## Spin-rotational Hamiltonian with P-odd and P,T-odd terms and Zeeman-tuned crossings

### Premises and conventions

The molecule is diatomic, in a $^2\Sigma^+$ state with $|\Omega|=1/2$, separated by $\Delta E_{\rm el}$ from other electronic states. The unit vector $\mathbf n$ points from F to Sr, so the electric dipole is $D\mathbf n$ with $D>0$. The angular momenta $\mathbf N$ (rotation), $\mathbf S$ (effective spin $1/2$) and $\mathbf I$ ($^{87}$Sr, $I=9/2$) are dimensionless, coupling constants are energies, and $\mathcal B$ and $\mathcal E$ are fields along the laboratory $z$ axis. Rotational states are $Y_{Nm_N}(\mathbf n)$ with parity $(-1)^N$ and Condon–Shortley phases. The $^{19}$F spin is left out until its size is estimated below.

The P-even, T-even Hamiltonian is

$$H_0=B\mathbf N^2+\gamma\,\mathbf N\cdot\mathbf S+b\,\mathbf S\cdot\mathbf I+c\,(\mathbf S\cdot\mathbf n)(\mathbf I\cdot\mathbf n)+\mu_B\mathcal B\,[g_\perp S_z+\delta g\,n_z(\mathbf S\cdot\mathbf n)],$$

where $b=A_\perp$ and $c=A_\parallel-A_\perp$ are the components of the axial hyperfine tensor and $\delta g=g_\parallel-g_\perp$. The symmetry-violating electron operators, summed over electrons, with $\rho$ the nuclear density normalised to one, are

$$H_{\rm NSD}=\frac{G_F}{\sqrt2}\,\kappa\,\frac{\boldsymbol\alpha\cdot\mathbf I}{I}\rho,\qquad H_{\rm NSI}=\frac{G_F}{2\sqrt2}Q_W\gamma_5\rho,$$

$$H_d=-d_e\gamma^0\boldsymbol\Sigma\cdot\mathbf E_{\rm int},\qquad H_s=i\frac{G_F}{\sqrt2}A\,C_S\gamma^0\gamma_5\rho .$$

Here $\kappa$ collects the nuclear anapole and axial neutral-current contributions, $Q_W$ is the weak charge, $d_e$ the electron electric dipole moment, $A$ the mass number and $C_S$ the scalar–pseudoscalar coupling. The factor $1/I$ is part of the definition of $\kappa$.

### Projection on the Kramers doublet

With $\mathbf n$ clamped, the states $|\Omega=\pm1/2\rangle$ form a Kramers doublet. Any Hermitian operator projected on it has the form $a_0+\mathbf a\cdot\mathbf S$. Time reversal leaves the identity unchanged and reverses $\mathbf S$, so a T-even electron operator projects on $a_0$ and a T-odd one on $\mathbf a\cdot\mathbf S$. The coefficients can depend only on the polar vector $\mathbf n$, while $\mathbf S$ is axial. Three cases follow.

1. $\gamma_5\rho$ is a T-even pseudoscalar. It projects on a number that must change sign under reflection in a plane containing $\mathbf n$, which is a symmetry of the clamped molecule. The number is zero, and $H_{\rm NSI}$ has no first-order effect.
2. $\boldsymbol\alpha\rho$ is a T-odd polar vector. The vectors linear in $\mathbf S$ are $\mathbf S$, $\mathbf n(\mathbf n\cdot\mathbf S)$ and $\mathbf n\times\mathbf S$, and only the last is polar.
3. $H_d$ and $H_s$ are T-odd pseudoscalars, and the only pseudoscalar linear in $\mathbf S$ is $\mathbf S\cdot\mathbf n$.

Therefore

$$H_P=W_A\kappa\,\frac{(\mathbf n\times\mathbf S)\cdot\mathbf I}{I},\qquad H_{PT}=(W_dd_e+W_sC_S)\,\mathbf S\cdot\mathbf n .$$

In the body frame with $z'\parallel\mathbf n$, $(\mathbf n\times\mathbf S)_{+}=-S_{y'}+iS_{x'}=iS_+$. Hence $W_A=-i(G_F/\sqrt2)\langle+\tfrac12|\alpha_+\rho|-\tfrac12\rangle$, in the phase convention where the hyperfine tensor is diagonal and $\langle+\tfrac12|S_+|-\tfrac12\rangle=1$. Likewise $W_dd_e+W_sC_S=2\langle+\tfrac12|H_d+H_s|+\tfrac12\rangle$. All three constants change sign if $\mathbf n$ is defined the other way.

These two terms exhaust the first-order projection of the four operators, but not all that symmetry permits. A nuclear Schiff moment gives the P,T-odd term $\mathbf I\cdot\mathbf n$. For $I\ge1$, with $T_{ij}$ the traceless symmetric tensor of $\mathbf I$, there are the P,T-even electric quadrupole coupling $n_iT_{ij}n_j$ and the P,T-odd magnetic quadrupole terms $S_iT_{ij}n_j$ and $(\mathbf S\cdot\mathbf n)\,n_iT_{ij}n_j$. A P-odd, T-even term of rank three in $\mathbf I$ needs an electron operator of rank three, which cannot connect the $s_{1/2}$ and $p_{1/2}$ waves that reach the nucleus. The P-odd, T-even terms $\mathbf S\cdot(\mathbf n\times\mathbf N-\mathbf N\times\mathbf n)$ and $\mathcal B(\mathbf n\times\mathbf S)_z$ arise from $H_{\rm NSI}$ in second order and are estimated below.

### Real and imaginary matrix elements

For commuting vectors with $X_\pm=X_x\pm iX_y$, multiplying out gives $(\mathbf X\times\mathbf Y)_z=\tfrac i2(X_+Y_--X_-Y_+)$. Expanding the triple product along the $z$ column of its determinant,

$$(\mathbf n\times\mathbf S)\cdot\mathbf I=\frac i2\Big[n_z(S_+I_--S_-I_+)+S_z(I_+n_--I_-n_+)+I_z(n_+S_--n_-S_+)\Big],$$

$$\mathbf S\cdot\mathbf n=S_zn_z+\tfrac12(S_+n_-+S_-n_+).$$

In the basis $|N,m_N;m_S;m_I\rangle$ the $z$ and $\pm$ components of all four vectors have real elements. So $H_0$, the Stark term $-D\mathcal En_z$ and $H_{PT}$ are real symmetric, and $H_P$ is imaginary antisymmetric. The reason is general: complex conjugation in this basis is time reversal times reflection in the $xz$ plane, that is $TP$ times a rotation by $\pi$ about $y$. A rotational scalar is real if it is PT-even and imaginary if it is PT-odd, and both fields along $z$ respect the operation.

Eigenvectors of $H_0-D\mathcal En_z$ can be chosen real. In a nondegenerate real state $H_P$ has zero expectation value, so it shifts no level in first order and must be seen by interference. $H_{PT}$ does shift levels. For $N=0$ with decoupled spin, the field admixes $|1,0\rangle$ with amplitude $D\mathcal E/(2\sqrt3B)$, because $\langle00|n_z|10\rangle=1/\sqrt3$. Then $\langle n_z\rangle=D\mathcal E/3B$, and the shift is $(W_dd_e+W_sC_S)\,m_S\,D\mathcal E/3B$.

### Zeeman-tuned crossings

$H_P$ connects $N=0$ with $N=1$, which lie $2B$ apart at zero field. When $g\mu_B\mathcal B\gg|b|,\gamma$ the spins decouple, and $|0,0;\uparrow;m_I\rangle$ rises to meet $|1,m_N;\downarrow;m_I'\rangle$ at $g\mu_B\mathcal B\approx2B-b(m_I+m_I')/2$. Conservation of $M=m_N+m_S+m_I$ requires $m_I'=m_I+1-m_N$. Only the terms with $S_+$ contribute. With $\langle00|n_-|11\rangle=-\sqrt{2/3}$, the elements of $(\mathbf n\times\mathbf S)\cdot\mathbf I$ are

$$\frac{i\,m_I}{\sqrt6}\ \ (m_N=1),\qquad \frac{i}{2\sqrt3}\sqrt{I(I+1)-m_I(m_I+1)}\ \ (m_N=0),\qquad 0\ \ (m_N=-1).$$

Take the stretched pair $a=|0,0;\uparrow;I\rangle$, $b'=|1,1;\downarrow;I\rangle$. For $m_I=I$ the $I_z$ part of the $c$ term and the $\delta g$ term share the operator $u\,n_z(\mathbf S\cdot\mathbf n)$, with

$$u=cI+\delta g\,\mu_B\mathcal B .$$

Since $\langle n_z^2\rangle$ is $1/3$ in $|00\rangle$ and $1/5$ in $|11\rangle$, the diagonal energies are

$$E_a=\tfrac12g_\perp\mu_B\mathcal B+\tfrac12bI+\tfrac16u,\qquad E_{b'}^{(0)}=2B-\tfrac12\gamma-\tfrac12g_\perp\mu_B\mathcal B-\tfrac12bI-\tfrac1{10}u .$$

The flip-flop term $\tfrac12bS_+I_-$ couples $b'$ to $r=|1,1;\uparrow;I-1\rangle$ with element $\tfrac12b\sqrt{2I}$; the $c$ term adds only $\tfrac15c\sqrt{2I}$ and is dropped. At the crossing $E_{b'}=E_a$, and $r$ has the spin direction of $a$, so it lies about $2B$ higher. The admixture is $\eta=-b\sqrt{2I}/4B$ and the shift of $b'$ is $-b^2I/4B$. State $a$ is stretched and has no such partner. Setting $E_a=E_{b'}$,

$$\bar g\mu_B\mathcal B_c=2B-bI-\tfrac4{15}cI-\tfrac12\gamma-\frac{b^2I}{4B},\qquad\bar g=g_\perp+\tfrac4{15}\delta g .$$

**Weak element.** The term $\tfrac i2S_zI_+n_-$ gives $\langle a|(\mathbf n\times\mathbf S)\cdot\mathbf I|r\rangle=-i\sqrt{2I}/(2\sqrt6)$. Writing tildes for the perturbed states, to first order in $\eta$

$$\langle\tilde a|H_P|\tilde b'\rangle=i\hbar W,\qquad\hbar W=W_A\kappa\,C,\qquad C=\frac1{\sqrt6}\Big(1-\frac{\eta}{\sqrt{2I}}\Big).$$

**Stark element.** $n_z$ cannot flip the spin, so $\langle a|n_z|b'\rangle=0$, and two first-order admixtures supply the element. First, $b'$ mixes with $p=|1,0;\uparrow;I\rangle$, about $2B$ above. With $\langle10|N_-|11\rangle=\sqrt2$ and $\langle10|n_zn_-|11\rangle=-\sqrt2/5$ the coupling is $(\gamma-u/5)/\sqrt2$, and $\langle a|n_z|p\rangle=1/\sqrt3$. Second, $a$ mixes with $q=|2,1;\downarrow;I\rangle$, about $4B$ above. With $\langle21|n_zn_+|00\rangle=-\sqrt{2/15}$ the coupling is $-u/\sqrt{30}$, and $\langle q|n_z|b'\rangle=1/\sqrt5$. Adding,

$$\langle\tilde a|n_z|\tilde b'\rangle=-\frac{\gamma-u/5}{2\sqrt6B}+\frac{u}{20\sqrt6B}=-\frac{\gamma-\tfrac3{10}u}{2\sqrt6\,B},\qquad d\equiv-D\langle\tilde a|n_z|\tilde b'\rangle .$$

The dipole $d$ of the crossing pair is real and is a fraction of order $\gamma/B$ of $D$.

### Stark interference

Let $\hbar\Delta=E_{\tilde a}-E_{\tilde b'}=\bar g\mu_B(\mathcal B-\mathcal B_c)$. At $t=0$ a parity-selective optical step, fast compared with $1/|\Delta|$, empties $\tilde a$. The field $\mathcal E_0\sin\omega t$ acts for a whole number of periods, and the population of $\tilde a$ is read at their end, $t=\tau$. With $\hbar\Omega_E=d\mathcal E_0$, the interaction-picture equation is

$$i\dot c_a=e^{i\Delta t}\,(iW+\Omega_E\sin\omega t)\,c_{b'} .$$

In first order $c_{b'}=1$. Because $\sin\omega\tau=0$ and $\cos\omega\tau=1$, the integrals are

$$\int_0^\tau e^{i\Delta t}dt=\frac{e^{i\Delta\tau}-1}{i\Delta},\qquad\int_0^\tau e^{i\Delta t}\sin\omega t\,dt=-\frac{\omega\,(e^{i\Delta\tau}-1)}{\omega^2-\Delta^2}.$$

With $x=W/\Delta$ and $y=\Omega_E\omega/(\omega^2-\Delta^2)$ this gives $c_a=-i(e^{i\Delta\tau}-1)(x-y)$, and the signal is

$$\mathcal S(\mathcal E_0)=4\sin^2\frac{\Delta\tau}2\,(x-y)^2 .$$

The factor $i$ of the weak element cancels the $1/i$ of the first integral, so both amplitudes have the same phase. A constant real coupling $\hbar V$, from $H_{PT}$ or from a stray static field, replaces $x$ by $x-iV/\Delta$. It adds $(V/\Delta)^2$ to $(x-y)^2$ and does not interfere. Reversing $\mathcal E_0$ reverses $y$:

$$\mathcal A=\frac{\mathcal S(\mathcal E_0)-\mathcal S(-\mathcal E_0)}{\mathcal S(\mathcal E_0)+\mathcal S(-\mathcal E_0)}=-\frac{2xy}{x^2+y^2}\approx-2\,\frac W\Delta\,\frac{\hbar\omega}{d\mathcal E_0}\Big(1-\frac{\Delta^2}{\omega^2}\Big),$$

the last form holding for $|x|\ll|y|$. The asymmetry is odd in $\Delta$ and contains the small dipole $d$, not $D$. A rotation by $\pi$ about $x$ reverses both fields and all projections, so the mirrored crossing in reversed $\mathcal B$ shows the opposite asymmetry for the same $\mathcal E_0$. The correlation measured is the sign of $\dot{\mathcal E}(0)\,\mathcal B$, which is P-odd and T-even.

### Range of validity

The derivation needs: (i) $B,\mu_B\mathcal B\ll\Delta E_{\rm el}$ for the doublet projection; (ii) $|b|\sqrt{2I},\gamma,|u|\ll2B$ for the expansion about decoupled states; (iii) $\hbar|\Delta|,\hbar\omega$ far below the distance to any third level; (iv) $(2\Omega_E/\omega)^2\ll1$, the peak population of $\tilde a$ during the pulse for $|\Delta|\ll\omega$, which sets the order of the corrections to first-order theory; (v) $|x|\ll|y|$; (vi) a detuning constant along the flight path to a small fraction of $|\Delta|$, since a varying $\Delta$ rotates the phase of a stray-field amplitude and lets it interfere. If preparation and detection do not coincide with the ends of the pulse, the weak integral runs over a longer interval than the Stark integral and $\mathcal A$ acquires further trigonometric factors.

### Numerical illustration: $^{87}$SrF

Approximate inputs are $B/h=7500$ MHz, $\gamma/h=75$ MHz, $b/h=-560$ MHz, $c/h=-20$ MHz, $g_\perp=1.997$, $D=3.47$ debye ($1.16\times10^{-29}$ C m), and $\delta g\approx\gamma/2B=0.005$ from Curl's approximate relation. A typical computed electronic constant is $|W_A|/h\approx50$ Hz. The value $|\kappa|=0.09$ is assumed, of the order of single-particle nuclear estimates, and $W_A\kappa>0$ is assumed for definiteness.

*Crossing.* $\bar g=1.998$ and $\bar g\mu_B/h=28.0$ GHz/T. The bare condition $\bar g\mu_B\mathcal B=2B$ gives $0.536$ T, and the hyperfine term spreads the crossings from about $0.45$ to $0.63$ T. For the stretched pair the right side, divided by $h$, is $15000+2520+24-37.5-47$ MHz $=17.46$ GHz, so $\mathcal B_c=0.624$ T in this model.

*Elements.* $\eta=0.056$ lowers $C$ from $0.408$ to $0.40$, and $W/2\pi=1.8$ Hz. Further, $u/h=-90+44=-46$ MHz, $(\gamma-0.3u)/h=89$ MHz, $\langle\tilde a|n_z|\tilde b'\rangle=-2.4\times10^{-3}$ and $d/h=42$ Hz per V/m.

*Signal.* Choose one period of $\omega/2\pi=10$ kHz ($\tau=100\ \mu$s), $\Delta/2\pi=2$ kHz and $\mathcal E_0=30$ V/m. Then $\Omega_E/2\pi\approx1.3$ kHz, $x=9.0\times10^{-4}$, $y=0.13$ and $\mathcal S\approx0.02$. The detuning corresponds to $0.07\ \mu$T, or $1\times10^{-7}$ of $\mathcal B_c$, which fixes the homogeneity required.

*Neglected terms.* The $^{19}$F hyperfine constants, typically $110$ MHz (isotropic) and $30$ MHz (dipolar), move the crossing by $\pm2$ mT for $m_{\rm F}=\pm1/2$. They add $\pm15$ MHz to $u/h$, which changes $(\gamma-0.3u)/h$ by $4.5$ MHz and $d$ by $5$ per cent. The $^{19}$F analogue of $W_A/h$ is typically well below 1 Hz. The $^{87}$Sr quadrupole term $eQq\,[3(\mathbf I\cdot\mathbf n)^2-\mathbf I^2]/[4I(2I-1)]$, with $|eQq|/h$ of order $150$ MHz, shifts $b'$ by $-eQq/20$, of size $7.5$ MHz. It couples $r$ to $p$ with $-\sqrt2\,eQq/20$, which after multiplication by $\eta$ is $0.6$ MHz against the direct coupling of $60$ MHz. The quadratic Stark shifts of $a$ and $b'$ through $p$ and $q$ change $\hbar\Delta$ by at most $(D\mathcal E_0)^2(\tfrac16-\tfrac1{20})/B$, or $4$ Hz. For $H_{\rm NSI}$ take $\sin^2\theta_W\approx0.23$, so $Q_W\approx-49+38(1-4\sin^2\theta_W)=-46$, and $\Delta E_{\rm el}/h\approx4.5\times10^{14}$ Hz, so $2B/\Delta E_{\rm el}=3.3\times10^{-5}$. If the electronic elements of $\gamma_5\rho$ and $\boldsymbol\alpha\rho$ are comparable, the second-order term is of order $(|Q_W|/2|\kappa|)(2B/\Delta E_{\rm el})\approx9\times10^{-3}$ of $H_P$. For an illustrative $d_e=10^{-31}\,e\,$m and a typical effective field $|W_d|/2\approx2\times10^{11}$ V/m, $|W_dd_e|/h=9.7\times10^{-6}$ Hz, and this element is in quadrature. Finally $(2\Omega_E/\omega)^2=0.06$, so first-order theory holds to several per cent.

The model's asymmetry is

$$\mathcal A\approx-\frac{2x}{y}=-0.014 .$$

It is proportional to the assumed product $W_A\kappa$ in size and sign, and that product limits it far more than the corrections listed. With shot noise $\delta\mathcal A=1/\sqrt{N_{\rm det}}$, a 10 per cent determination of this model value needs about $5\times10^5$ detected molecules.